## Question: why does the third ionisation energy of the 4d metals dip at ruthenium?

I am looking at the energies needed to take one more 4d electron from the doubly charged ions Zr2+ to Cd2+, computed at the Hartree-Fock and MP2 levels with a scalar-relativistic core potential.

Third ionisation energies of the 4d ions Zr2+ to Cd2+, computed with PySCF 2.14.0 as differences of total energies, with one real unrestricted determinant at highest spin for each ion. The basis is aug-cc-pVTZ-PP, with a scalar-relativistic core potential replacing 28 electrons. "Valence" means that only the 4d electrons are correlated, with 4s and 4p frozen.

```
species   Z  electrons  configuration  final configuration  HF (eV)  MP2 valence (eV)  SCS-MP2 valence (eV)  tabulated (eV)  kind of the tabulated value
   Zr2+  40         38       [Kr] 4d2             [Kr] 4d1    22.40             22.50                 22.43           23.17               semi-empirical
   Nb2+  41         39       [Kr] 4d3             [Kr] 4d2    24.23             24.54                 24.33           25.04               semi-empirical
   Mo2+  42         40       [Kr] 4d4             [Kr] 4d3    26.06             26.60                 26.24           27.13               semi-empirical
   Tc2+  43         41       [Kr] 4d5             [Kr] 4d4    28.82             29.47                 29.04           29.55               semi-empirical
   Ru2+  44         42       [Kr] 4d6             [Kr] 4d5    26.44             27.70                 27.94           28.47               semi-empirical
   Rh2+  45         43       [Kr] 4d7             [Kr] 4d6    29.30             30.65                 30.82           31.06               semi-empirical
   Pd2+  46         44       [Kr] 4d8             [Kr] 4d7    31.05             32.71                 32.73           32.93               semi-empirical
   Ag2+  47         45       [Kr] 4d9             [Kr] 4d8    32.89             34.84                 34.70            34.8               semi-empirical
   Cd2+  48         46      [Kr] 4d10             [Kr] 4d9    35.89             37.92                 37.70          37.468                     measured
```

The nuclear charge goes up by one in each row, yet Ru2+ is easier to ionise than Tc2+ in every column. The rises elsewhere are uneven too: HF climbs by 1.83 eV twice and then by 2.76 eV. HF also makes the dip more than twice as deep as the tabulated values do. Where do the dip and the uneven steps come from, and what does HF get wrong?

## Answer

Let n be the number of 4d electrons in the initial ion, which is the column "electrons" minus the 36 of krypton. Each entry is a difference of total energies, E(dⁿ⁻¹) − E(dⁿ), with both ions at highest spin. HF is the unrestricted mean-field result, MP2 valence adds second-order correlation among the 4d electrons only, and SCS-MP2 valence rescales that correlation according to spin. Three effects add up to the HF column, and correlation then modifies one of them strongly.

### The steady rise

From one row to the next the nucleus gains a proton and the 4d shell gains an electron. Electrons of one shell sit at similar radii and screen each other only partly, so the net attraction on each grows along the row. This is the standard argument for the background slope. The table shows the rise, 13.49 eV from Zr2+ to Cd2+ in HF and 14.30 eV in the tabulated values, but does not separate nuclear attraction from repulsion within the shell.

### The drop at the half-filled shell

Up to d⁵ all spins are parallel, and the electron that leaves has n − 1 partners of its own spin. Each such pair is stabilised by an exchange integral, K on average, because antisymmetry keeps parallel electrons apart and lowers their repulsion. Ionisation has to pay this back, so exchange adds one more K to the ionisation energy in each successive row. In Ru2+ (d⁶) the majority-spin set is full, and the electron that leaves is the only one of opposite spin. It has no exchange partner where the extrapolated trend would give it five, and it shares an orbital with another electron, which repels more than an electron in a different orbital does.

The simpler system with the same physics is the 2p shell, where oxygen is easier to ionise than nitrogen because its fourth p electron must pair its spin. The analogy covers the position and the sign of the drop. It stops there, because each pⁿ configuration has a single term of highest spin, so a p shell has no counterpart of the uneven steps within each half of the d shell.

### The uneven steps

Two parallel d electrons can still be arranged in better and worse ways. The repulsion within a d shell is written with the Racah parameters A (the bulk of the average repulsion), B and C (its angular dependence). An electron pair in the z² and xy orbitals, one along the axis and one in the plane, costs A − 8B, whereas xy with x² − y², both in the plane, costs A + 4B. The lowest arrangement belongs to the ³F term, which is Hund's second rule. The Hund ground terms of the first half shell have these repulsion energies:

- d¹: 0
- d²: A − 8B
- d³: 3A − 15B
- d⁴: 6A − 21B
- d⁵: 10A − 35B

A parallel pair costs A − 3.5B on average, as d⁵ with its ten pairs shows. With that average, d⁴ comes out exactly at 6A − 21B, but d² and d³ each lie 4.5B below their pair count. The reason is freedom of choice: one electron or one hole in the spin set has only one high-spin term, while two electrons or two holes can choose F over P. The second half repeats this on top of a spherical d⁵ set, so d⁷ and d⁸ are the F-term ions there.

Ionising d² destroys the bonus of 4.5B, ionising d³ keeps it, and ionising d⁴ creates it. Each minority-spin electron also repels the five majority electrons by 5A + 7C with no exchange. Taking differences of neighbouring configurations gives

IE(n) = a + s·n − P·[n ≥ 6] + B·h(n), with P = 7(C + 2.5B).

Here a is an offset and s the slope, which includes the growth of exchange. The bracket is 1 from d⁶ on and 0 before, and h is +4.5 for d² and d⁷, −4.5 for d⁴ and d⁹, and zero otherwise. Since K = C + 2.5B, the step P equals seven K: five for the lost exchange and two for sharing an orbital. The pattern follows from n alone, so it can be written down for any high-spin dⁿ → dⁿ⁻¹ sequence: two short steps s − 4.5B, a long step s + 4.5B into the half-filled shell, the drop s − P, then long, short, short, long.

### One estimate and the quality of the fit

The four constants were fitted to all nine rows of each column separately, and the output printed after this text lists parameters and residuals. For HF, s = 2.34 eV and P = 4.81 eV, and h is zero for both Tc2+ and Ru2+. The step between them is then 2.34 − 4.81 = −2.47 eV, against −2.38 eV in the table. Both rows were in the fit, so this checks consistency and predicts nothing.

For HF a straight line leaves an rms residual of 1.08 eV, and a parabola does hardly better. Adding the step brings it to 0.31 eV and adding the B term to 0.05 eV, still ten times the rounding of the table. The worst row is Cd2+, 0.09 eV above the model. The long HF steps grow along the row while the model holds them equal, which fits the standard picture of a shell that contracts with Z and so raises its repulsion integrals.

The fitted B, 0.118 eV for HF, is an effective number averaged over elements, two charge states and orbital relaxation. It also absorbs the lowering that unrestricted, non-spherical determinants enjoy for open shells. A real determinant can mix P character into an F-term ion, and the nearest wrong d² occupation would cost 3B = 0.35 eV. Fitting a shift to one F-term configuration at a time, common to its doubly and triply charged ions, gives at most 0.04 eV, which speaks against a stray state confined to one configuration. An equal shift of all four configurations would merely change the fitted B. A full 3B in each can still be ruled out within the model: only a third of the bonus would be left, the true B would be three times the fitted one, and C = P/7 − 2.5B would turn negative, which an exchange integral cannot be. Slight mixing in all four remains possible.

### Why HF exaggerates the drop

HF treats exchange fully, but it lets electrons of opposite spin move independently and so overestimates their repulsion. The MP2 correction to the ionisation energy is OS + SS, its opposite-spin and same-spin parts, and the SCS correction is 1.2·OS + SS/3, so the two columns can be solved for both parts. For Ru2+ this gives OS = 1.25 eV and SS = 0.01 eV, as befits an electron with five antiparallel partners and no parallel one. From Ru2+ to Cd2+ the number of antiparallel partners stays at five and OS stays near 1.3 eV. This is large enough to account for the jump of the mean HF error relative to the tabulated values from the first half of the row to the second, visible in the output.

A two-constant fit to all nine rows gives 0.26 eV per antiparallel partner and 0.18 eV per parallel one, with Ag2+ worst at 0.12 eV above the fit. Parallel pairs gain less because exchange already keeps them apart. That OS vanishes from Zr2+ to Tc2+, and that SCS lies below MP2 there, tests nothing. With 4s and 4p frozen, every correlated electron in those ions has the same spin and SCS simply keeps a third of the correction.

From Tc2+ to Ru2+ the opposite-spin part of the correction grows and the same-spin part shrinks, and the difference softens the drop. In MP2 that is 1.24 − 0.63 = 0.61 eV, which turns the HF drop into 1.77 eV. SCS weights the first part up and the second down, so it softens the drop about twice as much. Unscaled MP2 thus removes less than half of the HF excess over the tabulated drop, and the runs do not divide the rest among higher-order correlation, the frozen shells and spin-orbit coupling.

### How far the comparison with the tabulated values goes

The SCS drop of 1.10 eV sits next to a tabulated 1.08 eV, and theory says this agreement is partly luck. The tabulated values join ground levels, while the calculation has no spin-orbit coupling. The S terms of d⁵ and d¹⁰ have no first-order shift, so the coupling stabilises only the final ion for Tc2+ and Cd2+ and only the initial ion for Ru2+. Leaving it out deepens the calculated drop by 2.5 ζ in first order, where ζ is the 4d spin-orbit constant, whose size no run here supplies. The MP2 errors have the matching shape, with Tc2+ high and Ru2+ low relative to their neighbours, but no run here isolates the effect.

MP2 drifts from 0.67 eV below the tabulated value at Zr2+ to 0.45 eV above it at Cd2+. The late excess is partly a fault of second order, since CCSD(T) from the same calculations lies nearly 0.2 eV below MP2 for Ag2+ and about a quarter of an eV below for Cd2+. The close match of MP2 at Ag2+ is therefore no sign of accuracy. For Nb2+ and Tc2+, the other two ions treated with CCSD(T), the two methods nearly agree.

The early deficit survives better treatment of the 4d electrons, for Nb2+ is still 0.43 eV low with CCSD(T). A likely cause, not tested here, is the frozen 4s and 4p shells, whose correlation with the departing electron binds it further, and Zr3+ with its single d electron has no correlation energy at all in this scheme. PBE0, whose functional acts on the 4s and 4p density as well, puts Zr2+ 0.15 eV above the tabulated value, which is suggestive but does not test the cause. Only Cd2+ has a measured reference, the others are semi-empirical, and the basis is a single triple-zeta set, so differences near 0.1 eV do not rank the methods.

The analysis program printed:

```
All energies in eV; rounding 0.005 per value, 0.01 per difference (tabulated Ag2+ 0.05)
Steps to next ion: Zr>Nb Nb>Mo Mo>Tc Tc>Ru Ru>Rh Rh>Pd Pd>Ag Ag>Cd | Zr to Cd
  HF               +1.83 +1.83 +2.76 -2.38 +2.86 +1.75 +1.84 +3.00 | +13.49
  MP2              +2.04 +2.06 +2.87 -1.77 +2.95 +2.06 +2.13 +3.08 | +15.42
  SCS              +1.90 +1.91 +2.80 -1.10 +2.88 +1.91 +1.97 +3.00 | +15.27
  tab              +1.87 +2.09 +2.42 -1.08 +2.59 +1.87 +1.87 +2.67 | +14.30
Fits: rms line, quadratic, line+step, full | slope s, step P, B, C=P/7-2.5B, C/B, worst row
  HF  1.08 1.02 0.31 0.049 | 2.34 4.81 0.118 0.39 3.3 Cd2+ +0.09
  MP2 0.99 0.92 0.27 0.057 | 2.53 4.40 0.102 0.37 3.7 Tc2+ -0.10
  SCS 0.80 0.74 0.29 0.052 | 2.42 3.61 0.110 0.24 2.2 Tc2+ -0.09
  tab 0.76 0.73 0.19 0.052 | 2.24 3.36 0.070 0.30 4.3 Mo2+ +0.10
HF: fitted upward shift of one F-term ion: d2 +0.01, d3 +0.01, d7 -0.04, d8 +0.02; compare 3B = 0.35, 9B = 1.06
Row: h, fit residual HF, tab | method minus tab: HF, MP2, SCS | first-order spin-orbit shift of IE / zeta
  Zr2+ d2  +4.5 +0.01 -0.01 | -0.77 -0.67 -0.74 | +0.5
  Nb2+ d3  +0.0 +0.02 -0.06 | -0.81 -0.50 -0.71 | +0.0
  Mo2+ d4  -4.5 +0.04 +0.10 | -1.07 -0.53 -0.89 | -0.5
  Tc2+ d5  +0.0 -0.07 -0.03 | -0.73 -0.08 -0.51 | -1.5
  Ru2+ d6  +0.0 +0.01 +0.01 | -2.03 -0.77 -0.53 | +1.0
  Rh2+ d7  +4.5 -0.00 +0.04 | -1.76 -0.41 -0.24 | +0.5
  Pd2+ d8  +0.0 -0.06 -0.02 | -1.88 -0.22 -0.20 | +0.0
  Ag2+ d9  -4.5 -0.04 -0.07 | -1.91 +0.04 -0.10 | -0.5
  Cd2+ d10 +0.0 +0.09 +0.04 | -1.58 +0.45 +0.23 | -1.0
Mean error d2-d5 / d6-d10 / mean abs: HF -0.85 / -1.83 / 1.39; MP2 -0.45 / -0.18 / 0.41; SCS -0.71 / -0.17 / 0.46
Correlation in IE (uncertain to 0.02): MP2-HF, SCS-HF, opposite-spin, same-spin | partners OS, SS | per partner
  Zr2+ 0.10 0.03 -0.00 +0.10 | 0 1 |   -  0.10
  Nb2+ 0.31 0.10 -0.00 +0.31 | 0 2 |   -  0.16
  Mo2+ 0.54 0.18 -0.00 +0.54 | 0 3 |   -  0.18
  Tc2+ 0.65 0.22 +0.00 +0.65 | 0 4 |   -  0.16
  Ru2+ 1.26 1.50 +1.25 +0.01 | 5 0 | 0.25   - 
  Rh2+ 1.35 1.52 +1.23 +0.12 | 5 1 | 0.25 0.12
  Pd2+ 1.66 1.68 +1.30 +0.36 | 5 2 | 0.26 0.18
  Ag2+ 1.95 1.81 +1.34 +0.61 | 5 3 | 0.27 0.20
  Cd2+ 2.03 1.81 +1.31 +0.72 | 5 4 | 0.26 0.18
Pair fit of MP2-HF: 0.259 per OS, 0.177 per SS partner, rms 0.07, worst Ag2+ +0.12
Tc>Ru drop softened vs HF: MP2 0.61 (OS +1.24, SS -0.63), SCS 1.28; spin-orbit would add 2.5 zeta
CCSD(T) minus tab: Nb2+ -0.43, Tc2+ -0.03, Ag2+ -0.15, Cd2+ +0.20
MP2 minus CCSD(T): Nb2+ -0.07, Tc2+ -0.05, Ag2+ +0.19, Cd2+ +0.26
PBE0 minus tab: Zr2+ +0.15, Mo2+ +0.11, Ru2+ -0.17, Rh2+ -0.11, Pd2+ -0.07
PBE0 minus HF: Zr2+ +0.92, Mo2+ +1.18, Ru2+ +1.86, Rh2+ +1.65, Pd2+ +1.81
```
